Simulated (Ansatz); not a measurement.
## Equilibrium of C2H2O + C2H8Si ⇌ C2H4Si + C2H6O at process temperatures

Species: C2H2O (ethynol) `C#CO`, singlet; C2H8Si `CC[SiH3]`, singlet; C2H4Si (ethynylsilane) `C#C[SiH3]`, singlet; C2H6O (ethanol) `CCO`, singlet. The partners trade OH for SiH3; both sit on C, so the bond types are kept.

The electronic reaction energy at CCSD(T)/CBS estimate is -62.7 kJ/mol. Shapes: PBE0-D4/def2-TZVP. Flexible molecules stand in one conformer, not always the lowest. Programs: Ansatz 0.2.0. Enthalpy and entropy come from rigid-rotor, harmonic-oscillator sums on unscaled PBE0-D4/def2-TZVP wavenumbers, ideal gases at 1 bar; R ln 2 is added for the mirror twin of the chiral shape of C2H6O. Symmetry numbers: C2H2O 1, C2H8Si 1, C2H4Si 3, C2H6O 1. R = 8.3145 J/(mol K).

| T (K) | ΔH (kJ/mol) | ΔS (J/(mol K)) |
| --- | --- | --- |
| 400 | -59.1 | -3.0 |
| 600 | -59.9 | -4.5 |
| 800 | ? | ? |

Q: Work out ln K at 400 and 600 K, and from these estimate it at 800 K.

A: 
1. 400 K: ΔG = -59.1 − 400 × (-3.0)/1000 = -57.9 kJ/mol; ln K = −ΔG/RT = +17.41.
2. 600 K: ΔG = -59.9 − 600 × (-4.5)/1000 = -57.2 kJ/mol; ln K = −ΔG/RT = +11.47.
3. Slope against 1000/T: (+11.47 − (+17.41))/(1.6667 − 2.5000) = +7.13, that is −ΔH/R with ΔH near -59 kJ/mol.
4. 800 K: ln K = +17.41 + (+7.13) × (1.2500 − 2.5000) = +8.50.

The full sums give ΔH = -60.4 kJ/mol, ΔS = -5.4 J/(mol K), ΔG = -56.1 kJ/mol and ln K = +8.43 at 800 K, so the line is off by +0.07 in ln K; without rounding the miss is +0.03, from the change of ΔH with temperature. The products are favoured over this whole range. An error of 10 kJ/mol in the energy moves ln K by 1.5 at 800 K. Soft modes are treated as harmonic, which can err either way at these temperatures; the lowest are those of C2H8Si (142 cm⁻¹), C2H4Si (232 cm⁻¹). Other conformers aren't counted. The CBS estimate extrapolates MP2 from def2-TZVPP and def2-QZVPP and adds CCSD(T) − MP2 in the triple-zeta set, cores frozen.

The exchange is driven by enthalpy: two molecules give two, so the entropy change is small, and ln K falls from +17.41 at 400 K to +11.47 at 600 K mainly because a nearly constant ΔG is divided by a growing RT. The slightly more negative ΔH and ΔS at higher temperature both reflect a lower heat capacity on the product side.

The preference probably stems from matching each substituent to the carbon hybridisation. An sp carbon is more electronegative than an sp3 carbon, so it gains from a bond to electropositive silicon, whereas oxygen is better served by the more electron-releasing ethyl group. Donation from the oxygen lone pair into the alkyne π* system stabilises ethynol, but evidently not enough to reverse this order. The reaction energy alone can't separate the silicon contribution from the oxygen one.

The equilibrium constant applies only while ethynol keeps its identity; its much more stable tautomer ketene lies outside this balance, so these values don't predict the composition of a fully equilibrated mixture.
